Activation free energy from the coalescence temperature, and what its errors cost

1. Premises and conventions

A proton of a cyclohexane chair is axial or equatorial, and ring inversion swaps the two positions. The cold sample shows two NMR lines, the warm one a single line. The temperature Tc at which the two maxima merge gives one rate constant, and that gives a free energy of activation. At each "Predict", stop and answer before reading on.

P1. The spin has two sites, A and B, whose frequencies differ by Δν (in Hz). From their midpoint the angular offsets are +δ and −δ, with δ = πΔν.
P2. The sites are equally populated, and k is the first-order rate constant for leaving a site, so the mean residence time is 1/k. Texts that use the sum of both rate constants, 2k, have a coalescence condition twice as large.
P3. Jumps are instantaneous and without memory.
P4. There is no scalar coupling and no saturation. Both sites have the transverse relaxation rate R₂, a natural full width W = R₂/π in Hz.
P5. The Eyring equation holds, k = κ (kB T/h) exp(−ΔG‡/kB T), with a constant transmission coefficient κ and ΔG‡ = ΔH‡ − TΔS‡.

Energies are per molecule, in eV (1 eV is 96.485 kJ/mol). Replacing kB by the gas constant R in the prefactor of an energy gives its molar form.

2. The line shape

Let M_A and M_B be the complex transverse magnetisations. Each precesses, relaxes, loses spins at rate k and gains those of the other site with the phase they carry (the Bloch–McConnell equations):

dM_A/dt = (iδ − R₂ − k) M_A + k M_B
dM_B/dt = (−iδ − R₂ − k) M_B + k M_A   (1)

After a pulse M_A = M_B = 1/2. The signal is s = M_A + M_B; call the difference d = M_A − M_B.

Predict: which of s and d is damped by exchange, and at what rate?

Adding and subtracting the two lines gives

ds/dt = −R₂ s + iδ d,   dd/dt = −(R₂ + 2k) d + iδ s,   s(0) = 1, d(0) = 0.   (2)

A jump conserves the sum, so only d is damped, at 2k. The absorption spectrum is S(ω) = Re ∫₀^∞ s(t) exp(−iωt) dt. Under this transform a derivative dx/dt becomes iω x̂ − x(0). With z = R₂ + iω, equations (2) become z ŝ − 1 = iδ d̂ and (z + 2k) d̂ = iδ ŝ. Eliminating d̂,

ŝ = f(z) = (z + 2k) / [z(z + 2k) + δ²].   (3)

Set R₂ = 0. Then ŝ = (2k + iω)/(δ² − ω² + 2ikω). Multiply above and below by the conjugate of the denominator. The real part of the numerator is 2k(δ² − ω²) + 2kω² = 2kδ², so

S(ω) = 2kδ² / D(ω),   D = (δ² − ω²)² + 4k²ω².   (4)

The limits follow from the decay modes of (2), which for R₂ = 0 vary as exp(λt) with λ² + 2kλ + δ² = 0, that is λ = −k ± √(k² − δ²). For k ≪ δ, λ ≈ −k ± iδ: two lines, each of full width k/π in Hz. For k ≫ δ the slow mode is λ ≈ −δ²/2k: one line of full width δ²/(2πk) = πΔν²/(2k).

3. Coalescence

Predict: the two λ become equal at k = δ. Do the maxima merge there, or at a smaller or larger k?

The numerator of (4) does not depend on ω, so maxima of S are minima of D. Its derivative is dD/dω = 4ω(ω² − δ² + 2k²), which vanishes at ω = 0 and at ω² = δ² − 2k². The outer roots are real for k < δ/√2; they are the two maxima, with a dip at the centre. They meet at ω = 0 when

k_c = δ/√2 = πΔν/√2 = 2.221 Δν.   (5)

The maxima merge before the modes do, because overlap pulls the maxima of broad lines inward. At k_c the ω² term of D cancels and D = δ⁴ + ω⁴: the top is flat to fourth order, and half height lies at ω = ±δ. The full width at coalescence therefore equals Δν, which tests the value of Δν at Tc itself, where it is otherwise extrapolated from lower temperature.

4. The free energy

Solve P5 for the barrier: ΔG‡ = kB T ln(κ kB T/(h k)). Insert T = Tc and k = k_c and split the logarithm into a constant and a part that holds the data:

ΔG‡(Tc) = kB Tc [ln(kB/h) − ln(π/√2) + ln(Tc/Δν) + ln κ].

With kB/h = 2.0837 × 10¹⁰ Hz/K, ln(kB/h) = 23.760 in these units, and ln(π/√2) = 0.798. Hence

ΔG‡(Tc) = kB Tc [22.96 + ln(Tc/Δν) + ln κ],   Tc in K, Δν in Hz,   (6)

where the constant is 22.962 to one more place and the last term is absent for κ = 1. The result is ΔG‡ at Tc only; one temperature cannot separate ΔH‡ from ΔS‡.

Predict: a chair does not pass to the other chair in one step. It crosses a barrier into a short-lived twist-boat intermediate I. How is k related to the rate constant k₁ of that crossing?

Assume that I loses memory of its origin before it decays. By symmetry it then falls to either chair with the same rate constant k′. In the steady state k₁[A] + k₁[B] = 2k′[I]. The net flux into B is k′[I] − k₁[B] = (k₁/2)([A] − [B]), which is the flux of P2 with k = k₁/2. Half the crossings are wasted. With κ = 1, equation (6) gives an effective chair-to-chair barrier; with κ = 1/2 it gives the barrier of the single step, lower by kB Tc ln 2. A quoted ΔG‡ must state which is meant.

5. Errors in ΔG‡

Let ε = δk/k be the relative error of the rate constant that is inserted. At fixed T the barrier contains k only as −kB T ln k, so

δΔG‡ = −kB Tc ε.   (7)

By (5), a relative error in Δν is the same ε. Dividing by (6), the relative error of ΔG‡ is −ε divided by the bracket, and the bracket is near 25.

Predict: is a relative error in Tc also divided by 25?

It is not, since T multiplies the logarithm. Write ΔG‡ = kB T·L with L = ln(κ kB T/(h k)). At fixed k, ∂L/∂T = 1/T, so if the recorded temperature exceeds the true one by δT,

δΔG‡ = (ΔG‡/Tc + kB) δT ≈ ΔG‡ δT/Tc.   (8)

The dropped term is 1/L of the kept one. The relative error δT/Tc passes on in full.

Equation (8) compares the computed barrier with the true one at the true Tc. It is, however, reported as the value at Tc + δT, where the true barrier is ΔG‡ − ΔS‡ δT, because dΔG‡/dT = −ΔS‡. Against that value the error is larger by ΔS‡ δT:

δΔG‡ = (ΔH‡/Tc + kB) δT = kB Tc β δT,   β = d ln k/dT = ΔH‡/(kB T²) + 1/T.   (9)

The form of β follows from P5 with d(ΔG‡/T)/dT = −ΔH‡/T². Comparing (9) with (7), a temperature error acts as a rate error ε = −β δT. This also covers a second mistake. An observer with a perfect thermometer who declares coalescence δT too late inserts k_c where the true rate is k_c(1 + β δT), and (9) results again.

That mistake is easy to make. Below coalescence the minimum of D is δ⁴ − (δ² − 2k²)², so the centre lies below the maxima by the fraction (1 − k²/k_c²)². A dip of 1 per cent means k² = 0.9 k_c², a rate still 5.1 per cent short of k_c. Above Tc no dip is left to watch.

6. Errors in ΔH‡ and ΔS‡

Take rates at T₁ and T₂ = T₁ + ΔT, convert each to a barrier G₁, G₂, and treat ΔH‡ and ΔS‡ as constant over the range. Solving G₁ = ΔH‡ − T₁ΔS‡ and G₂ = ΔH‡ − T₂ΔS‡,

ΔS‡ = (G₁ − G₂)/ΔT,   ΔH‡ = (T₂G₁ − T₁G₂)/ΔT.

These are linear, so the errors δG = −kB T ε of (7) pass straight through:

δΔH‡ = kB T₁T₂ (ε₂ − ε₁)/ΔT,   δΔS‡ = kB (T₂ε₂ − T₁ε₁)/ΔT.   (10)

Predict: what do (10) give when both rates are wrong by the same factor, as with a wrong κ?

For ε₁ = ε₂ = ε, δΔH‡ = 0 and δΔS‡ = kB ε. Nothing is amplified. A uniform thermometer offset is also mild: inserting ε = −β(T) δT in (10) gives δΔH‡ = [ΔH‡(T₁ + T₂)/(T₁T₂) + kB] δT ≈ 2ΔH‡ δT/T, with no ΔT in the denominator. Only errors that differ between the ends are magnified.

To see by how much, form the fitted barrier ΔH‡ − TΔS‡ at the harmonic mean T* = 2T₁T₂/(T₁ + T₂). From (10) the coefficient of ε₂ is −kB T₂(T* − T₁)/ΔT and that of ε₁ is −kB T₁(T₂ − T*)/ΔT, and both equal −kB T*/2:

δΔG‡(T*) = −kB T* (ε₁ + ε₂)/2.   (11)

The barrier feels the mean of the errors, the enthalpy their difference. For independent errors of standard deviation σ, (10) gives σ_H = √2 kB T₁T₂ σ/ΔT and (11) gives σ_G = kB T* σ/√2. Since T₁T₂/T* = T̄, the arithmetic mean of T₁ and T₂, the ratio is σ_H/σ_G = 2T̄/ΔT. Because δΔH‡ − T* δΔS‡ is the small quantity (11), the amplified errors in ΔH‡ and T*ΔS‡ are nearly equal and of the same sign; they compensate in ΔG‡.

Predict: does the ratio fall when more points are spread over the same range?

Fit ln(k/T) against x = 1/T, with N points evenly spaced over the span X = ΔT/(T₁T₂). The slope is −ΔH‡/kB, and its least-squares variance is σ²/Σ(x − x̄)², with Σ(x − x̄)² = X² N(N + 1)/[12(N − 1)]. The fitted line at x̄ = 1/T* has variance σ²/N. Therefore σ_G = kB T* σ/√N and

σ_H/σ_G = (T̄/ΔT) √[12(N − 1)/(N + 1)].   (12)

The root is 2 for N = 2 and rises to √12 = 3.46. Both errors shrink roughly as 1/√N, but the ratio grows, since interior points carry little information on the slope. The amplification is of order T/ΔT, with a factor of 2 to 3.5.

7. Range of validity

Natural width. On the line z = R₂ + iω, f has real Taylor coefficients about z = R₂, so S = f(R₂) − ω² f″(R₂)/2 + …, and the top is flat when f″(R₂) = 0. Write f = u/q with u′ = 1 and q″ = 2. Then f″ = 2[u q′² − q(q′ + u)]/q³. At z = R₂ put u = m = 2k + R₂, q = R₂m + δ², q′ = m + R₂. The terms 2R₂m² + R₂²m cancel and leave m³ = δ²(2m + R₂). Expanding about m = √2 δ, a shift η obeys 6δ²η = 2δ²η + δ²R₂, so η = R₂/4 and k_c = δ/√2 − 3R₂/8. The true rate is lower than (5) by the fraction (3√2/8) W/Δν = 0.530 W/Δν, and (6) comes out too low. The condition is W ≪ Δν.

Unequal populations. Predict whether a small imbalance acts in first or in second order. Let the populations be (1 ± a)/2 and the rate constants out of A and B be k(1 − a) and k(1 + a). In (2), with R₂ = 0, dd/dt gains 2ka s and d(0) = a. The same elimination gives ŝ = [2k + i(ω + aδ)]/[δ² − ω² + 2ik(ω − aδ)], and S = 2kδ²(1 − a²)/D with D = (δ² − ω²)² + 4k²(ω − aδ)². Extrema obey ω³ − (δ² − 2k²)ω − 2k²aδ = 0. The dip disappears when two roots coincide, which for ω³ − pω − r = 0 requires 4p³ = 27r², here (δ² − 2k²)³ = 27k⁴a²δ². With k⁴ ≈ δ⁴/4 on the right, the mean rate k at that point lies below (5) by the fraction (3/2)(a/2)^(2/3). The order is 2/3, stronger than either guess.

Scalar coupling. Let two protons, coupled by j = 2πJ, exchange sites with each other. The states with both spins up or both down and the triplet state T₀ share the coupling energy ħj/4, the singlet lies at −3ħj/4, and the shift difference connects T₀ and singlet with matrix element ħδ. A jump reverses the sign of the singlet only. The coherences from an outer state to T₀ and to the singlet thus obey (2) as s and d, with d precessing at ±j, one sign for each outer state. Replacing z + 2k by z + 2k ∓ ij in (3) gives, for R₂ = 0, two terms 2kδ²/D± with D± = (δ² − ω² ± jω)² + 4k²ω². The ω² coefficient of 1/D± is [4j² − (j² − 2δ² + 4k²)]/δ⁸, the odd terms cancel in the sum, and the centre is flat at 4k² = 2δ² + 3j², or k_c = π√(Δν² + 6J²)/√2. Equation (5) needs √6 |J| ≪ Δν. Ordinary cyclohexane has geminal and vicinal couplings among twelve protons and meets neither form; C₆HD₁₁ under deuterium decoupling leaves one uncoupled proton.

Jumps and Eyring form. P3 needs an intermediate that is rare and whose lifetime τ obeys δτ ≪ 1. If κ is uncertain or varies, through recrossing or solvent friction, (6) with κ = 1 is only a logarithmic restatement of k. Section 6 further assumes a negligible heat capacity of activation.

8. Illustration: C₆HD₁₁ at 60 MHz

The inputs are these. The axial–equatorial shift difference is typically about 0.48 ppm, so Δν = 28.8 Hz and δ = 90.5 s⁻¹. Tc = 212 K is chosen so that the model reproduces the typical barrier near 43 kJ/mol (0.446 eV); the outcome is therefore no test of that value. ΔH‡ is taken as approximately 0.47 eV, and the uncertainties are assumed.

Equation (5) gives k_c = 64.0 s⁻¹ and k₁ = 128 s⁻¹. With kB Tc = 18.27 meV and ln(Tc/Δν) = 1.996, the bracket for κ = 1 is 24.958 and ΔG‡ = 0.4560 eV. For the step from chair to twist-boat subtract kB Tc ln 2 = 12.7 meV, which leaves 0.4433 eV. A factor of two in the rate moves the barrier by 2.8 per cent.

P3 holds well. With the twist-boat approximately 0.24 eV above the chairs in free energy, its population is 2 × 10⁻⁶. Balance of the fluxes in and out gives τ = population/k₁ = 2 × 10⁻⁸ s and δτ = 1 × 10⁻⁶.

Predict: which costs more, 1 Hz in Δν or 1 K in Tc?

1 Hz is ε = 3.5 per cent and costs 0.63 meV by (7). For κ = 1, 1 K costs 2.24 meV by (8), of which ΔG‡/Tc supplies 2.15; by (9) it costs 2.30 meV for either κ. Here β = 0.126 K⁻¹, and the 1 per cent dip sits 0.4 K below Tc. Allow 1 K for the thermometer, 1 K for judging the flat top and 1 Hz for Δν, all independent: √(2.30² + 2.30² + 0.63²) = 3.3 meV.

Two corrections raise the barrier. W = 0.5 Hz lowers k_c by 0.9 per cent, worth 0.17 meV. An illustrative imbalance a = 0.01, the order typical of the slight positional preference of H against D, lowers it by 4 per cent, worth 0.8 meV. For contrast, an isolated geminal pair with a typical |J| of 13 Hz would raise k_c by a factor of 1.49, and ignoring that would put ΔG‡ 7.3 meV too high, twice the whole budget. The model's single-step barrier at 212 K is 0.444 ± 0.003 eV, and with the assumed ΔH‡ its entropy of activation is (0.47 − 0.444) eV/212 K = 1.4 kB.

Now try to extract ΔH‡ and ΔS‡ from T₁ = 202 K and T₂ = 222 K, where P5 with constant ΔH‡ gives k = 17 and 213 s⁻¹. (A tenfold field buys the same span: it moves the model's Tc to 232 K.) Here T* = 211.5 K and kB T₁T₂/ΔT = 0.193 eV. Independent errors of σ = 0.1 give σ_G = 1.3 meV but σ_H = 27 meV, a ratio of 21.2, and an entropy error kB σ √(T₁² + T₂²)/ΔT = 1.5 kB, as large as ΔS‡ itself. Carrying the barrier 86 K up to 298 K with that entropy adds an uncertainty of 11 meV. A uniform offset of 1 K shifts ΔH‡ by only 4.5 meV.

Predict the effect of taking W too small by 0.5 Hz at both ends.

The limiting widths of section 2 are 5 Hz at 202 K and 6 Hz at 222 K. The excess width is read as faster exchange at the cold end, ε₁ = +0.09, and as slower exchange at the warm end, ε₂ = −0.08. The fast-limit width has a next term of relative size δ²/4k², 4 per cent here, so one figure is kept. By (11) the two errors almost cancel in ΔG‡, while (10) gives δΔH‡ = −0.03 eV and δΔS‡ = −2 kB. Half a hertz of unrecognised width reverses the sign of the model's activation entropy and leaves its barrier of 0.444 eV unchanged in the third figure.